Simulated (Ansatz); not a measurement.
## A series in volume scale on Ir

Periodic Kohn-Sham DFT of a crystal at fixed atoms, scaled to volume_scale times the given cell; pressure positive in compression, energy less spherical unpolarised free atoms, largest_vzz the field gradient of largest size among the nuclei. The results are calculated, by Ansatz 0.2.0.

The cell before it is scaled or strained (space group Fm-3m, No. 225):
```
cell vectors (Å)
   0.0000     1.9270     1.9270
   1.9270     0.0000     1.9270
   1.9270     1.9270     0.0000
atoms (fractions of the cell vectors)
Ir  0.00000  0.00000  0.00000
```

Settings of every row: method frozen-core PAW; functional PBE; relativity scalar; k mesh 18x18x18; filling fermi-dirac; smearing width 0.03 eV; wave cutoff 420 eV; paw set soft_2.

Atom start moment: 0 on all atoms.

Limits: no spin-orbit coupling on heavy atoms.

```csv
row,volume scale,V (Å³/atom),pressure (GPa)
1,0.9405,13.46,31.184
2,0.97,13.882,16.842
3,1,14.31,4.631
4,1.03,14.741,?
5,1.06,15.17,-14.072
```

Question: what pressure should row 4 give?

Worked fit of pressure. Take u = (V_r/V)^(2/3) − 1 with V_r = 14.096 Å³ an atom, which is twice the finite (Eulerian) strain; such expansions in the strain, on which the Birch-Murnaghan equation of state is built, carry the rest volume and the bulk modulus. The shown rows have u = 0.03126, 0.01025, -0.00999, -0.04777. Least squares give pressure = 10.466 + 603.708 × u + 1885.47 × u² GPa; a straight line predicts inner rows, each left out in turn, worse (root mean square 1.8 against 0.02 GPa). The rows lie off it by 0.004, -0.010, 0.008, -0.001 (root mean square 0.0067 GPa). The pressure vanishes at u = -0.0184, or V = 14.49 Å³ an atom, and there the bulk modulus at fixed shape and fractions is B = −V dP/dV = (2/3)(1 + u) dP/du = 350 GPa. The withheld row has u = -0.02939, so the fit gives 10.466 + 603.708 × (-0.02939) + 1885.47 × (-0.02939)² = -5.648 GPa.

The calculation gave -5.569 GPa. The fit lies 0.079 GPa (1.4 % of the value, 0.17 % of the column's range) below it; its largest miss of a shown row is 0.010 GPa.
